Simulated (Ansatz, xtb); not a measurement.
**C5H7GeP: which of two isomers lies lower**

Structure I: `[GeH3][C]1=CC=CP=C1`, a singlet. Structure II: `[GeH3][C]1=CC=CC=P1`, a singlet. Both are isolated molecules in the gas phase, relaxed with B3LYP/def2-SVP.

I (Å):

```xyz
14

C     0.8977   -1.6350    0.9337
C     0.3496   -0.9018   -0.1341
C    -0.6730    0.0419    0.0203
C    -1.2531    0.3522    1.2497
C     0.4469   -1.4582    2.2485
Ge    2.3127   -2.9570    0.5640
P    -0.8098   -0.3654    2.7768
H     3.1593   -2.4886   -0.6381
H     1.6933   -4.3304    0.2238
H     3.2048   -3.1100    1.8124
H     0.7376   -1.0669   -1.1441
H    -1.0298    0.5614   -0.8758
H    -2.0477    1.1063    1.2687
H     0.9156   -2.0504    3.0440
```

II (Å):

```yaml
atoms:
  - { symbol: C, position_ang: [1.1090, -1.7498, 0.9441] }
  - { symbol: C, position_ang: [0.4928, -1.1335, -0.1551] }
  - { symbol: C, position_ang: [-0.6085, -0.2757, -0.0617] }
  - { symbol: C, position_ang: [-1.2123, 0.0574, 1.1570] }
  - { symbol: C, position_ang: [-0.7690, -0.4353, 2.3826] }
  - { symbol: Ge, position_ang: [2.6450, -2.9412, 0.6300] }
  - { symbol: P, position_ang: [0.5801, -1.5225, 2.5999] }
  - { symbol: H, position_ang: [3.6976, -2.2143, -0.2363] }
  - { symbol: H, position_ang: [3.2693, -3.3476, 1.9779] }
  - { symbol: H, position_ang: [2.1888, -4.2092, -0.1258] }
  - { symbol: H, position_ang: [0.8871, -1.3239, -1.1612] }
  - { symbol: H, position_ang: [-1.0142, 0.1533, -0.9822] }
  - { symbol: H, position_ang: [-2.0710, 0.7372, 1.1395] }
  - { symbol: H, position_ang: [-1.2994, -0.1220, 3.2891] }
```

Quicker runs give these differences E(II) − E(I): GFN2-xTB −0.17 kcal/mol; HF/STO-3G +0.49 kcal/mol (at GFN2-xTB geometries); r2SCAN-D4/def2-SVP −1.19 kcal/mol (at GFN2-xTB geometries).

Task: Estimate E(II) − E(I) at the level CCSD(T)/def2-SVP + ΔMP2/def2-TZVPP.

Result: Calculated at CCSD(T)/def2-SVP + ΔMP2/def2-TZVPP: E(II) − E(I) = −1.03 kcal/mol, so structure II lies lower.

The same difference at several levels:

```csv
level,geometry,E(II) − E(I) (kcal/mol),departure from the last row (kcal/mol),"job, with rough time for the two"
GFN2-xTB,GFN2-xTB,−0.17,+0.86,"optimisation, 0.43 s"
HF/STO-3G,GFN2-xTB,+0.49,+1.52,"single point, 2.6 s"
r2SCAN-D4/def2-SVP,GFN2-xTB,−1.19,−0.16,"single point, 13 s"
B3LYP/def2-SVP,B3LYP/def2-SVP,−0.98,+0.05,"optimisation, 6 min"
HF/def2-SVP,B3LYP/def2-SVP,−1.43,−0.40,part of the CCSD(T) run
MP2/def2-SVP,B3LYP/def2-SVP,−1.36,−0.33,part of the CCSD(T) run
CCSD(T)/def2-SVP,B3LYP/def2-SVP,−1.12,−0.08,single point
CCSD(T)/def2-SVP + ΔMP2/def2-TZVPP,B3LYP/def2-SVP,−1.03,,"single point, 5.4 min"
```

As drawn, both hold the same kinds of bond in the same numbers.

GFN2-xTB, HF/STO-3G find them nearly level. The largest departure from CCSD(T)/def2-SVP + ΔMP2/def2-TZVPP is that of HF/STO-3G, 1.52 kcal/mol. A small imaginary or near-zero mode remains, so no thermal terms are given. The last row adds to CCSD(T) the change of the MP2 difference between the two basis sets, here +0.08 kcal/mol.

The correlated steps freeze 19 core orbitals; the filled d shell of Ge is correlated, in a basis made for valence electrons. Codes used: Ansatz 0.2.0, xtb 6.7.1; the last row on 2 threads of Intel(R) Xeon(R) Processor @ 2.50GHz (Skylake/Cascade Lake) on a shared host.

The germyl group slightly prefers the carbon next to phosphorus: the 2-germylphosphinine lies 1.03 kcal/mol below its 3-isomer. Both keep the aromatic ring, so the gap reflects the position of the substituent rather than a change in bonding type. Phosphorus is more electropositive than carbon and leaves its neighbouring ring carbons relatively electron-rich, a site that probably suits an electropositive, σ-donating germyl group. Less crowding may also help, since phosphorus carries a lone pair instead of a hydrogen and its bonds to carbon are long.

The preference is already present in HF/def2-SVP, at −1.43 kcal/mol, and correlation trims it rather than creating it. The reversed sign from HF/STO-3G therefore points mainly to the inflexible minimal basis, which describes polarisation around phosphorus and germanium poorly. The energies support a weak positional preference between these two singlets, but cannot separate its electronic and steric parts.
